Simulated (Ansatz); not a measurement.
**Cu (I4/mmm), a film clamped to a substrate**

All numbers below come from DFT r2SCAN, scalar-relativistic, plane waves, PAW in Ansatz 0.2.0. The runs took a 500 eV cutoff, a Γ-centred 24×24×24 mesh and Gaussian smearing (0.15 eV). No spin polarisation. Energies are free energies at this smearing, counted from the undisturbed cell; pressure is positive in compression.

The starting cell (as given, not relaxed at this level; it stands at 0.3 GPa; this bcc form isn't the usual structure):

```
Cu
1.0
    -1.44279    1.44279    1.37608
     1.44279   -1.44279    1.37608
     1.44279    1.44279   -1.37608
Cu
1
Direct
  0.00000 0.00000 0.00000
```

The cell (1 atom, V0 = 11.46 Å³) is strained by p along both x and y and by q along z, fractional coordinates fixed. τp = (1/V0) ∂E/∂p = (σxx + σyy)(1 + p)(1 + q) and τq = (1/V0) ∂E/∂q = σzz(1 + p)², with tension positive.

```
     p q  ΔE (meV/atom)  τp (GPa)  τq (GPa)
 0.000   0.000           0.00     -0.55     -0.30
-0.015   0.000           6.01    -10.88     -5.41
 0.015   0.000           4.36      8.48      4.19
 0.000  -0.015           1.82     -5.42     -3.16
 0.000   0.015           1.01      4.16      2.12
```

Problem. Get the second derivatives of the energy density.

Solution. Central differences give A = ∂τp/∂p = 645 GPa (C11 + C22 + 2 C12), C = ∂τq/∂q = 176 GPa (C33) and the cross term B = ∂τq/∂p = 320 GPa (C13 + C23); ∂τp/∂q = 319 GPa must equal B, and any difference shows higher-order terms. The ions are clamped.

Problem. A film of this crystal grows with z along the normal on a substrate that imposes p. How does its thickness respond, and what does the misfit cost?

Solution. Count p and q from the stress-free cell. A free surface needs τq = 0, so q = −(B/C) p = -1.82 p. The energy density left is (A − B²/C) p²/2 = M p², with the biaxial modulus M = 32 GPa (a small difference of large numbers, so errors of a few per cent in A, B and C become tens of per cent in M); a misfit of 1 % costs 0.23 meV/atom, against 2.31 meV/atom if the thickness were held.

In a metal these slopes depend on the k mesh and the smearing.

The film is stiff against changes of volume but soft against changes of shape. When the thickness is free, it responds by q = -1.82 p, close to volume conservation, and the cost of a 1 % misfit falls from 2.31 to 0.23 meV/atom. Compression raises the kinetic energy of the sp electrons and the overlap repulsion between the nearly filled d shells, whereas a tetragonal shear at almost constant volume leaves the mean density unchanged and, with little directional bonding, costs far less.

The cell is slightly shortened along z relative to cubic bcc, and the positive curvatures suggest a shallow minimum there on the Bain path. This doesn't conflict with the known instability of cubic bcc copper to tetragonal shear, nor does it make this form competitive with fcc. Both strains keep x and y equivalent, so the results leave open whether the film resists an in-plane orthorhombic distortion, a probable route towards fcc.
